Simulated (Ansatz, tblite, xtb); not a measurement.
A ladder of methods for MoHO2F3 (SMILES [O]=[Mo]([OH])([F])([F])[F])

MoHO2F3 has 7 atoms, charge 0, and is taken as a singlet. SMILES: `[O]=[Mo]([OH])([F])([F])[F]`. The shape is that of a PBE0-D4/def2-TZVP optimisation. This is one conformer, not always the lowest.

```xyz
7

O    -1.3752   -0.6276    0.8349
Mo   -0.2737    0.1705   -0.0865
O     1.3863   -0.6015    0.1570
F    -0.4209   -0.7340   -1.6929
F    -1.0660    1.5437   -1.0339
F     0.2328    1.5367    1.0522
H     1.5780   -1.3556    0.7235
```

Quantity: the HOMO–LUMO gap, in eV. The values are calculated.

```tsv
level	kind	program	value (eV)	CPU time
GFN2-xTB	semi-empirical	tblite	4.35	under 2 s
GFN0-xTB	semi-empirical	xtb	4.56	under 2 s
GFN1-xTB	semi-empirical	xtb	5.27	under 2 s
HF/def2-SVP (core potential)	Hartree–Fock	Ansatz	14.37	20 s
r2SCAN/def2-SVP (core potential)	meta-GGA	Ansatz	4.30	45 s
PBE0/def2-SVP (core potential)	global hybrid	Ansatz	6.38	35 s
B2PLYP/def2-SVP (core potential)	double hybrid	Ansatz	9.20	1.8 min
```

The values span 4.30 to 14.37 eV. Orbital gaps aren't excitation energies, and those of double hybrids come from the SCF part alone; they tend to grow with the share of exact exchange. Times are those of the runs behind each value, whatever else they computed, on shared processors of several kinds: orders of magnitude only.

The formal oxidation state is Mo(VI), d0, so the frontier orbitals probably have ligand-to-metal charge-transfer character: occupied O and F 2p lone pairs below empty Mo 4d levels, which are pushed up by π donation from the oxo, hydroxo and fluoro ligands. A sizeable gap is therefore expected, and every level gives one, but its magnitude is set largely by the method. From r2SCAN at 4.30 eV through PBE0 and B2PLYP to Hartree–Fock at 14.37 eV, the gap widens steadily, probably because nonlocal exchange stabilises the occupied orbitals while leaving the virtual ones exposed to the repulsion of all the electrons.

The three tight-binding values fall between those of r2SCAN and PBE0. The closeness of GFN2-xTB to r2SCAN is agreement between two approximate orbital spectra, not evidence that either gives the true fundamental gap. The results support a closed-shell d0 picture with well-separated frontier levels, but they do not establish the singlet as the ground state, since no other spin state was computed.
